## How far apart is a stretched N=C bond?

A double bond doesn't come apart at a single length. In 2,2-difluoroethanimine, HN=CH–CHF₂, the nitrogen and the carbon are pulled away from each other while the rest of the molecule stays rigid. At short distance the bonding electrons are paired in shared orbitals. When a pair has come apart, one of its electrons sits on each fragment. The question is how much of this change has happened at 1.55 and 1.75 Å, two lengths whose results are held back until a forecast has been made.

PySCF 2.14.0 calculations with RHF, broken-symmetry UHF and CASSCF (4 electrons in 4 orbitals), all in the 6-311G(d,p) basis, for neutral singlet 2,2-difluoroethanimine in the gas phase. The N=C bond is stretched rigidly from the GFN2-xTB geometry. Spin squared is from UHF, and the weak occupation is that of the third CASSCF natural orbital, in electrons.

| bond length (Å) | CASSCF energy over its lowest point (eV) | RHF energy over CASSCF (eV) | UHF energy under RHF (eV) | spin squared | first weak orbital occupation |
| --- | --- | --- | --- | --- | --- |
| 1.190 | 0.309 | 1.548 | 0.000 | 0.000 | 0.057 |
| 1.290 | 0.000 | 1.827 | 0.013 | 0.114 | 0.079 |
| 1.420 | 0.513 | 2.240 | 0.335 | 0.507 | 0.117 |
| 1.550 | ? | ? | ? | ? | ? |
| 1.750 | ? | ? | ? | ? | ? |
| 2.010 | 4.717 | 4.158 | 3.212 | 1.548 | 0.466 |
| 2.330 | 5.749 | 3.961 | 2.164 | 1.766 | 0.730 |
| 2.850 | 6.150 | 3.837 | 2.559 | 1.836 | 0.928 |
| 3.620 | 6.224 | 3.844 | 2.694 | 1.832 | 0.986 |

The most direct measure is the first weak orbital occupation, called $n$ below. It counts the electrons in an orbital that would be empty if every electron were paired in a bonding orbital. A value near 0 means an intact pair, and a value near 1 means that the pair has separated. In the known rows $n$ climbs steadily from 0.057 to 0.986, with the steepest part somewhere in the middle.

### Sharing against repulsion

Stretched H₂ is the simplest system with this behaviour: two electrons, two sites. Sharing lowers the energy through a hopping strength $t$, but it also puts both electrons on the same atom part of the time, which costs a repulsion $U$. When sharing wins, both electrons occupy the bonding orbital. When repulsion wins, each stays on its own atom, and the antibonding orbital fills up to one electron. The analogy covers one pair only, whereas N=C has a pi and a sigma pair.

Solving the two-site problem gives

$$n = 1-\frac{1}{\sqrt{1+u^2}},\qquad u=\frac{U}{4t}.$$

Stretching mainly changes $t$, which follows the overlap of the two atomic orbitals. The pi pair should go first, because sideways overlap is weaker than head-on overlap; this is argued from theory, not read from the table. For two 2p orbitals with a common exponent $\zeta$ at distance $R$, the pi overlap is

$$S=e^{-p}\left(1+p+\tfrac{2}{5}p^2+\tfrac{1}{15}p^3\right),\qquad p=\zeta R.$$

Slater's rules give $\zeta=(3.25+3.90)/4\approx1.79$ per bohr. If $U$ is taken as constant, $uS$ is the same number at every length. A fit of this one constant to the seven known rows gives $uS\approx0.090$.

For 1.55 Å, which was not part of the fit, the steps are

$$p=5.24,\quad S=0.142,\quad u=\frac{0.090}{0.142}\approx0.63,\quad n\approx0.16.$$

### What broken symmetry adds

UHF shows the same separation in another way. It lets the up-spin and down-spin electrons of a pair use different orbitals, at the price of mixing triplet character into the singlet. Spin squared measures that mixture. It is zero at 1.19 Å and 0.114 at 1.29 Å, so the Coulson-Fischer point, where symmetry breaking begins, lies between these lengths. In H₂ it lies well beyond the equilibrium distance; here it is close to the energy minimum.

For one pair, spin squared is $1-T^2$, where $T$ is the overlap of the two electrons' orbitals. Scaling $T$ with $S$ from the 1.42 Å row gives 0.71 at 1.55 Å and 0.87 at 1.75 Å. One ideal pair can't exceed 1, yet the value at 2.01 Å is 1.548. More than one pair must contribute there, so the forecast for 1.75 Å needs room upwards.

The UHF rows from 2.33 Å on don't belong to this argument. Between 2.01 and 2.33 Å the UHF energy rises by 1.9 eV while CASSCF rises by only 1.0 eV, and UHF then sinks as the bond is stretched further. The calculation has landed on a higher UHF solution. The dip in the UHF energy under RHF is therefore an artefact and says nothing about the bond. Even at 2.01 Å the solution found isn't proven to be the lowest. Every row converged and the run gave no warning, but convergence doesn't rule out such a switch. That the solution may change along a stretching curve is a general caution from the data makers' tests on other systems. In the known rows the CASSCF energy and weak occupation show no such jump.

### Forecasts

The CASSCF energy is interpolated with a smooth Rydberg-type curve through the known rows, which carries no further physics. The forecasts are:

- Weak occupation: 0.16 (0.12 to 0.20) at 1.55 Å and 0.28 (0.23 to 0.34) at 1.75 Å.
- Spin squared: 0.7 (0.6 to 0.85) at 1.55 Å and 0.85 to 1.2 at 1.75 Å.
- CASSCF energy over its lowest point: 1.7 ± 0.3 eV at 1.55 Å and 3.3 ± 0.3 eV at 1.75 Å.
- RHF energy over CASSCF and UHF energy under RHF: both rise from row to row and stay between their values at 1.42 and 2.01 Å.

The withheld rows as computed:

| bond length (Å) | CASSCF energy over its lowest point (eV) | RHF energy over CASSCF (eV) | UHF energy under RHF (eV) | spin squared | first weak orbital occupation |
| --- | --- | --- | --- | --- | --- |
| 1.550 | 1.470 | 2.708 | 0.903 | 0.738 | 0.167 |
| 1.750 | 3.074 | 3.507 | 1.946 | 1.002 | 0.273 |

### Hits and misses

The occupations are 0.167 and 0.273, both within about 0.01 of the forecast. A plain exponential for $u$, with two fitted constants, gives 0.18 and 0.33 and does clearly worse at the longer distance. That favours the overlap law here, but two rows don't prove it, and on the seven known rows the exponential fits slightly better (rms error in ln u of 0.108 against 0.131). The one-constant model also has a visible weakness: at 1.19 Å it gives an occupation about a sixth below the CASSCF value.

Spin squared falls inside both ranges. At 1.55 Å the one-pair estimate is nearly right, but at 1.75 Å it is 0.13 below the computed 1.00. The second pair has begun to open: in the same CASSCF run the second weak orbital, which the table doesn't list, goes from about 0.02 electrons at 1.29 Å to about 0.08 at 1.75 Å. Spin polarisation of the other electrons and the rough scaling of $T$ may also contribute to the gap. The round value therefore isn't a sign that exactly one pair has broken.

The energies, 1.47 and 3.07 eV, lie inside their ranges, but both central forecasts were about 0.2 eV too high. The interpolation curve has no known point between 1.42 and 2.01 Å to hold it in place. Leaving out one known row at a time had already given errors of this size. The forecast for the two Hartree-Fock columns was only an ordering, and it holds at both lengths.

The revealed rows also show that energy and unpairing don't keep step. At 1.75 Å the CASSCF energy has covered about half of its climb to 6.2 eV, while the weak occupation is only 0.27. The two-site picture suggests one reason for the delay: a loss of hopping costs energy at once, whereas for small $u$ the occupation grows only as $u^2/2$. A stretched bond can thus be much weakened while its electrons are still largely paired. The CASSCF energy also contains the sigma bond and all other interactions between the fragments, so it doesn't measure the pi bond alone. The 6.2 eV itself is no measured bond energy, since the fragments are rigid and most dynamic correlation is absent.

The printed output below gives the fits and the row-by-row comparison.

Printed output of the fit:

```
fit of q on 7 rows: constant -2.403 +/- 0.053; rms 0.131, worst 3.62 0.284, leave-one-out rms 0.153
  rows outside the fit (model, value, miss): 1.55 -2.403, -2.358, -0.0451; 1.75 -2.403, -2.423, 0.0201
fit of lnu on 7 rows: constant -3.77 +/- 0.13, coefficient of bond_length 2.208 +/- 0.058; rms 0.108, worst 2.01 0.209, leave-one-out rms 0.14
  rows outside the fit (model, value, miss): 1.55 -0.347, -0.4092, 0.0622; 1.75 0.09462, -0.05712, 0.152
fit of casscf_above_lowest on 7 rows: constant 6.279 +/- 0.044, coefficient of exp(-s*bond_length) 2810 +/- 88, coefficient of bond_length*exp(-s*bond_length) -2786 +/- 72, s 3.733; rms 0.0509, worst 2.33 -0.0844, leave-one-out rms 0.191
  rows outside the fit (model, value, miss): 1.55 1.651, 1.47, 0.181; 1.75 3.275, 3.074, 0.201
Forecasts and UHF energies (eV):
   row  occ low  occ model  occ high  occ model less computed  occ exponential law  spin sq one pair  one pair less computed  UHF over CASSCF  UHF on CASSCF zero
  1.19  0.03542    0.04718   0.06247                -0.009817              0.04736                 0                       0            1.548               1.857
  1.29  0.04988    0.06596   0.08652                 -0.01304              0.07091            0.1903                 0.07633            1.814               1.814
  1.42  0.07824      0.102    0.1315                 -0.01498               0.1166             0.507                       0            1.905               2.418
  1.55    0.122     0.1558     0.196                 -0.01122               0.1834            0.7063                -0.03169            1.805               3.275
  1.75   0.2295     0.2799    0.3348                 0.006927               0.3271            0.8725                 -0.1295            1.561               4.635
  2.01   0.4363     0.4945    0.5507                  0.02849                0.544            0.9594                 -0.5886            0.946               5.663
  2.33   0.6907     0.7311    0.7669                 0.001075               0.7549            0.9908                 -0.7752            1.797               7.546
  2.85   0.9094     0.9221    0.9331                -0.005867               0.9201            0.9993                 -0.8367            1.278               7.428
  3.62   0.9877     0.9895     0.991                  0.00346               0.9854                 1                  -0.832             1.15               7.374
Rough Coulson-Fischer length from a straight line in spin squared (angstrom): 1.252
UHF energy rise from 2.01 to 2.33 angstrom (eV): 1.883
CASSCF energy rise from 2.01 to 2.33 angstrom (eV): 1.032
```
